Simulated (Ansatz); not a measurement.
## What hybrid functionals make of WI₂O₂

```
W I O
1.0
    -1.90198    1.90266    8.40712
     1.90198   -1.90266    8.40712
     1.90198    1.90266   -8.40712
W I O
1 2 2
Direct
  0.00000 0.00000 0.00000
  0.16117 0.16117 0.00000
  0.83883 0.83883 0.00000
  0.50000 0.00000 0.50000
  0.00000 0.50000 0.50000
```

All runs: Ansatz, plane waves and PAW, scalar-relativistic (no spin–orbit coupling), 6×6×6 k-mesh, Gaussian smearing of 0.05 eV, no spin polarisation. Semilocal reference PBE: gap zero (metallic on this mesh), pressure 1.8 GPa. The hybrids carry no U.

Problem. What gap and pressure does PBE0-type hybrid with an exact-exchange fraction of 0.05 give at this geometry?

Solution. Gap zero (metallic on this mesh), pressure 1.1 GPa.

Problem. And the other functionals?

Solution. 
```json
{"functional": "PBE0-type hybrid with an exact-exchange fraction of 0.05", "gap": "zero (metallic on this mesh)", "pressure (GPa)": "1.1", "cutoff (eV)": "420", "core-seconds": "540"}
{"functional": "HSE06-type hybrid with an exact-exchange fraction of 0.35", "gap": "0.01 eV", "pressure (GPa)": "-3.0", "cutoff (eV)": "420", "core-seconds": "670"}
```

On shared hosts the hybrid runs at the reference's cutoff took roughly 30 to 37 times the core time of the semilocal one on the same mesh, with some more bands. Of 3 runs of this kind 1 is left out: 1 didn't converge.

Caveats: core times come from shared hosts and scatter; exact exchange suits metals badly: it thins the states at the Fermi level; filled bands differ between k-points; gaps are read on a coarse mesh; stress loosely converged; the mesh of this hybrid run is coarse for a metal.

None of the three functionals gives WI₂O₂ a meaningful gap at this geometry: the 0.01 eV from the hybrid with the larger exchange fraction is smaller than the smearing width and marks at most a band touching. Formally this is W(VI), d⁰, so a filled anion valence band and an empty W 5d band would be expected. The near-closure probably reflects high-lying I 5p states meeting the bottom of a broad W 5d band; W(VI) itself is only a weak oxidant. The geometry adds to this: tungsten sits at the centre of its octahedron, with linear W–O–W links, whereas d⁰ cations often move off-centre, which mixes O 2p into the empty d states and widens the gap. Metallicity here is therefore no proof that the relaxed compound is a metal. Spin–orbit splitting of I 5p would tend to raise the valence edge and erase so marginal a gap.

The pressure changes sign, from 1.8 GPa in PBE to -3.0 GPa, so the latter hybrid favours a smaller cell, plausibly through more compact orbitals and weaker Pauli repulsion.
